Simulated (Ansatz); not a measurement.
# Ti: energy above lowest point against volume scale

Results calculated with Ansatz 0.2.0, not measured. Free energy against uniform scaling of the volume at fixed shape and fractions; periodic cell, basis, potentials, k mesh and filling as listed.

The cell before it is scaled or strained (space group Im-3m, No. 229):
```
CELL_PARAMETERS angstrom
-1.64100 1.64100 1.64100
1.64100 -1.64100 1.64100
1.64100 1.64100 -1.64100
ATOMIC_POSITIONS crystal
Ti 0.00000 0.00000 0.00000
```

Settings of every row: functional LDA; dispersion none; potentials all-electron LAPW; k mesh 12x12x12; k shift 0x0x0; occupations fermi dirac; smearing width 0.1 eV; spin none; basis error target 0.002 eV/atom.

Limits: coarse k mesh, up to 40 meV an atom off; minimum outside the range.

```
row  volume scale  V (Å³/atom)  energy above lowest point (meV/atom)
  1          0.94       16.616                                     0
  2          0.97       17.146                                  21.3
  3             1       17.676                                     ?
  4          1.03       18.206                                  90.5
  5          1.06       18.737                                 136.1
```

Question: what energy above lowest point should row 3 give?

Worked fit of energy above lowest point. Take u = (V_r/V)^(2/3) − 1 with V_r = 17.676 Å³ an atom, which is twice the finite (Eulerian) strain; such expansions in the strain, on which the Birch-Murnaghan equation of state is built, carry the rest volume and the bulk modulus. The shown rows have u = 0.04209, 0.0205, -0.0195, -0.03812. Least squares give energy above lowest point = 51.91 − 1744.5 × u + 12157 × u² meV/atom; a straight line predicts inner rows, each left out in turn, worse (root mean square 11 against 0.12 meV/atom). The rows lie off it by 0.0, 0.0, -0.1, 0.0. The withheld row has u = 0, so the fit gives 51.91 − 1744.5 × (0) + 12157 × (0)² = 51.9 meV/atom.

The calculation gave 51.9 meV/atom. The fit meets it to the printed digit.
